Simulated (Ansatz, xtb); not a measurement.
**Relative energy of two isomers of FGaH2P**

We compare a, `[F][GaH][PH]`, a doublet, with b, `[F][Ga][PH2]`, a doublet. Both are isolated molecules in the gas phase, relaxed with B3LYP/6-31G*; the shapes shown needn't be the lowest conformers.

a (Å):

```csv
atom,x (Å),y (Å),z (Å)
F,-1.2031,2.0706,0.0594
Ga,-0.5067,0.5054,0.4959
P,-0.4796,-1.1210,-1.1976
H,0.0064,0.4202,1.9824
H,-1.0998,-0.2172,-2.1174
```

b (Å):

```json
{"atom": "F", "x (Å)": "1.6172", "y (Å)": "-1.0267", "z (Å)": "1.7377"}
{"atom": "Ga", "x (Å)": "1.1667", "y (Å)": "-0.1321", "z (Å)": "0.2653"}
{"atom": "P", "x (Å)": "-1.2955", "y (Å)": "-0.0845", "z (Å)": "-0.0657"}
{"atom": "H", "x (Å)": "-1.2623", "y (Å)": "-1.4813", "z (Å)": "-0.3672"}
{"atom": "H", "x (Å)": "-1.1709", "y (Å)": "0.2950", "z (Å)": "-1.4344"}
```

Problem. Estimate E(b) − E(a) at the level CCSD(T)/def2-SVP + ΔMP2/def2-TZVPP.

Solution. Calculated at CCSD(T)/def2-SVP + ΔMP2/def2-TZVPP: E(b) − E(a) = −28.8 kJ/mol, so structure b lies lower.

How the difference moves with the method:

```tsv
level	geometry	E(b) − E(a) (kJ/mol)	departure from the last row (kJ/mol)	job, with rough time for the two
GFN2-xTB	GFN2-xTB	−97.8	−69.0	optimisation, 0.16 s
HF/STO-3G	GFN2-xTB	−40.0	−11.2	single point, 8.1 s
r2SCAN-D4/def2-SVP	GFN2-xTB	−29.6	−0.7	single point, 8.7 s
B3LYP/6-31G*	B3LYP/6-31G*	−47.5	−18.7	optimisation, 2.9 min
HF/def2-SVP	B3LYP/6-31G*	−4.4	+24.4	part of the CCSD(T) run
MP2/def2-SVP	B3LYP/6-31G*	−17.5	+11.3	part of the CCSD(T) run
CCSD(T)/def2-SVP	B3LYP/6-31G*	−21.3	+7.5	single point
CCSD(T)/def2-SVP + ΔMP2/def2-TZVPP	B3LYP/6-31G*	−28.8		single point, 36 s
```

As drawn, b has 1 P–H in place of 1 Ga–H.

None of the levels shown reverses the order. The largest departure from CCSD(T)/def2-SVP + ΔMP2/def2-TZVPP is that of GFN2-xTB, 69.0 kJ/mol. The last row adds to CCSD(T) the change of the MP2 difference between the two basis sets, here −7.5 kJ/mol.

With harmonic frequencies from B3LYP/6-31G* (ideal gas, rigid rotor, one conformer each, 298.15 K, 1 atm): on the last row, ΔE + ΔZPE = −23.7, ΔH = −23.7, ΔG = −23.9 kJ/mol.

Open shells are spin-unrestricted, with notable spin contamination under HF/STO-3G. The correlated steps freeze 15 core orbitals; the filled d shell of Ga is correlated, in a basis made for valence electrons. Mirror images aren't counted in ΔG. Programs: Ansatz 0.2.0, xtb 6.7.1; the last row on 1 thread of Arm Neoverse V1 on a shared host.

Moving hydrogen from gallium to phosphorus lowers the energy, giving a modest preference for F–Ga–PH2 over F–GaH–PH. The likely reason is that a P–H bond is generally stronger than a Ga–H bond, and that the shift also changes the character of the radical. Isomer a is best read as a Ga(III) compound with the unpaired electron mainly in a phosphorus 3p orbital. In b gallium is formally Ga(II), a state made less costly by the reluctance of its 4s electrons to take part in bonding, and the spin probably lies largely on the metal. The price is a longer, presumably weaker Ga–P bond, which partly offsets the gain.

Electron correlation supplies most of the preference in the smaller basis: it grows from −4.4 kJ/mol with Hartree–Fock to −21.3 kJ/mol with CCSD(T). Zero-point energy works the other way, as expected when a stiffer P–H oscillator replaces Ga–H, while entropy hardly matters. The ordering says nothing about the barrier to hydrogen migration or about whether b resists dissociation into GaF and PH2.
